**Q:** I have three p functions on each N atom of AlN. I expected them to be centred on the nucleus, and wurtzite to set one of them slightly apart. What do I actually see here?

Maximally localised Wannier functions of wurtzite AlN, built from N p trial orbitals on a 6×6×4 mesh with Ansatz 0.2.0 (r2SCAN, PAW, plane waves to 500 eV, 9×9×4 k mesh, no spin–orbit coupling). On-site energies are measured from the valence top; x, y and z are the Cartesian coordinates of the function centres, with z along c.

```
row  function spread (angstrom^2)  function on site (eV)  function x (Å)  function y (Å)  function z (Å)
  1                         1.269                 -2.590          -0.002           1.793           1.857
  2                         1.226                 -2.643           0.016           1.770           1.920
  3                         1.226                 -2.643          -0.014           1.818           1.920
  4                         1.269                 -2.590           1.552           0.898           4.346
  5                         1.226                 -2.643           1.569           0.921           4.409
  6                         1.226                 -2.643           1.540           0.872           4.410
```

**A:** You see a small displacement and a small splitting. Each function is about 1 Å in size, measured by the square root of its spread, but its centre is only a few hundredths of an Å from N. The levels differ by a few hundredths of an eV. Rows 1 to 3 belong to one N atom and rows 4 to 6 repeat them on the other, so there are only two kinds of function to explain.

Rows 1 and 4 have the higher "function on site", which is the mean energy of the function measured from the valence top. They are the axial functions, with their lobes along the hexagonal axis c. The other four have their lobes across that axis. I infer these shapes from the centres and from the pairing of the energies.

**Q:** Why does an atomic p function move off its atom at all? Its two lobes are equal.

**A:** They are equal in a free atom. In the crystal the function is a bonding one, and it should carry a little density onto the Al neighbours, most of all where a lobe points straight at one. Each N has one Al directly below it along c and three more slightly above it, spread around the axis. The lower lobe of the axial function meets an Al head-on, while the upper lobe passes between the other three. The centre is therefore pulled down.

A function lying across c vanishes in the plane that holds the Al below, so it cannot bond head-on there. Its Al density should be mostly on the three upper neighbours, which moves its centre up. The table shows this pattern: the axial centres lie about 0.04 Å below N, and the other four about 0.02 Å above it.

**Q:** Half as far, in the opposite direction. Is that an accident?

**A:** It follows from the tetrahedron. Suppose that the density on an Al is $w\cos^2\theta$, where $\theta$ is the angle between lobe and bond and $w$ is the share on an Al that is hit head-on. Let $R$ be the bond length. In a regular tetrahedron the upper three Al lie at height $R/3$, and each has $\cos^2\theta = 1/9$ for the axial function. Its centre then moves along c by

$$z_\mathrm{ax} = w\left(-R + 3\cdot\tfrac{1}{9}\cdot\tfrac{R}{3}\right) = -\tfrac{8}{9}\,wR .$$

A function across c has a total weight of $\tfrac{4}{3}w$ on the same three atoms, whichever way it points in the plane. Its centre moves by

$$z_\mathrm{in} = \tfrac{4}{3}w\cdot\tfrac{R}{3} = +\tfrac{4}{9}\,wR .$$

The three displacements along c therefore stand as −2 to 1 to 1 and add up to zero. In the table their mean is −0.001 Å, which agrees with zero as closely as the height of N, known to 0.01 Å, allows.

**Q:** Rows 2 and 3 also move sideways, in directions that match no bond. That looks like noise to me.

**A:** The length of that step is no noise, although its direction means little. However it is turned, a function in the plane cannot share its density equally among the three upper Al, so the centre is drawn sideways as well. Adding up the three contributions gives a sideways step $s = \tfrac{4\sqrt{2}}{9}\,wR$. The unknown $w$ drops out when this is compared with the height difference between the two kinds of function:

$$\frac{s}{z_\mathrm{in}-z_\mathrm{ax}} = \frac{\sqrt{2}}{3} \approx 0.47 .$$

Now put in the numbers. The four in-plane centres lie on average 0.063 Å higher than the two axial ones, each measured within its own layer. The rule then gives a sideways step of $0.47 \times 0.063 \approx 0.030$ Å. Half the horizontal distance between the centres of rows 2 and 3 is 0.028 Å, so the estimate is about 5 % above the calculated value. The sideways positions played no part in making it.

**Q:** And the odd direction?

**A:** Turn an in-plane function about c and its sideways step turns too, by twice the angle and in the opposite sense, but keeps its length. Two functions at right angles therefore have opposite steps, as rows 2 and 3 do, and rows 5 and 6 likewise. Because the lengths stay the same, the sum of the spreads also stays the same when the pair is turned together. Apart from slight effects of the finite mesh, the search for the most compact functions has no reason to prefer one orientation.

Here the pair came to rest with its steps almost 30° away from the nearest mirror plane. Another solution, practically as good, could have them elsewhere. I would not label these functions $p_x$ and $p_y$, nor read a preferred bond into their coordinates.

**Q:** Does the good agreement prove that the density sits on Al?

**A:** No. Any distortion of the p functions that respects the tetrahedron gives the same ratios, including a polarisation of N itself. The numbers confirm that the surroundings act almost like a regular tetrahedron. Bonding density on Al is a plausible chemical reason for the direction of the shift, but the centres alone do not show it.

**Q:** The centres sit almost on N. Can I take that as a measure of how ionic AlN is?

**A:** Not from this set. An axial displacement of about 2 % of the bond looks very ionic, but the choice of bands largely decides it. These six functions describe the six upper valence bands, which are mainly N p. A function that points along a single bond needs s character as well, to strengthen one lobe and weaken the other. That s character is mostly in the two lower bands, which were left out. Had they been included, all the valence electrons could have been described by four hybrids on each N, each leaning towards one Al.

**Q:** If the surroundings are so nearly tetrahedral, why are the energies different?

**A:** A regular tetrahedron of neighbours alone would give the three p functions equal on-site energies. The 0.053 eV between the two kinds therefore needs something else: a distorted tetrahedron, or the more distant atoms, whose arrangement in wurtzite singles out c even when every tetrahedron is regular. Take the distortion first. The cell is slightly flattened: its height-to-edge ratio is 1.60, against 1.63 for regular tetrahedra. The bonds to the upper three Al lie flatter, and they serve an in-plane lobe better and an axial lobe worse.

You can count this by adding $\cos^2\theta$ over the four neighbours. A regular tetrahedron gives 4/3 for every p function. With the actual angles the sum is 1.29 for the axial function and 1.35 for an in-plane one. Mixing with the higher-lying empty orbitals of Al lowers an N function, and the axial one gets less of it, so it should stay higher. That is the order in the table.

The count gives the direction of the effect, not its size in eV. The electric field of the ions, near and distant, also differs along and across c, and a single compound does not separate the two causes. Within the bonding picture the rule for a related crystal is simple: the flatter the three bonds, the higher the axial function lies relative to the others.

**Q:** A twentieth of an eV seems too little to matter in a device.

**A:** The band edge shows a larger splitting. At Γ, the centre of the Brillouin zone, the valence top is a single state made of axial functions. It lies 0.223 eV above the nearest pair of in-plane states. The on-site difference supplies 0.053 eV of this, and the remaining 0.170 eV comes from hopping, the coupling between functions on different atoms. Γ belongs to the mesh on which the functions were built, so the interpolation error of up to 0.06 eV between mesh points does not disturb this division.

Those 0.170 eV are a small difference between two large effects. At Γ, hopping lifts the axial state 2.59 eV above its on-site level and the in-plane pair 2.42 eV above theirs. For the axial functions it acts mainly between neighbouring N layers, where they point partly towards each other. Combined with one relative sign they form the valence top, and with the other a state 6.07 eV lower. Both states start from the same on-site energy. An on-site energy is therefore an average over a broad range of band energies and should not be read as a band edge.

**Q:** So what does that order mean for an ultraviolet LED?

**A:** If the emitting layer is unstrained AlN, it largely decides which way the light leaves; gallium or strain can change the order. The holes gather in the highest valence state, which here has axial character. When an electron from the s-like conduction edge fills such a hole, the light is polarised along c. Light does not travel along its own polarisation, so little of it heads straight for the c face, which is the top surface of a device grown along c. Spin–orbit coupling was left out, but for an atom as light as N it is small beside a splitting of 0.2 eV.

**Q:** One column is left. Why are the axial functions also broader?

**A:** Here I would be careful. The difference is 0.043 Å², about 3 % of a spread, and part of it comes from the mesh. Spreads are obtained from finite steps between mesh points, which makes them come out too small. The steps across c are longer than those along it, so a function with its lobes in the plane loses more.

For a Gaussian-like p function I estimate a loss of roughly 0.04 Å² in the plane and about 0.01 Å² less for the axial one. The mesh thus accounts for perhaps a fifth of the difference. The rest should come from the surroundings, since a regular tetrahedron alone would give almost equal spreads, but the table does not show which part of the function reaches out further. A finer mesh would show how much of the difference survives, and until then I would not use it to compare bonds.
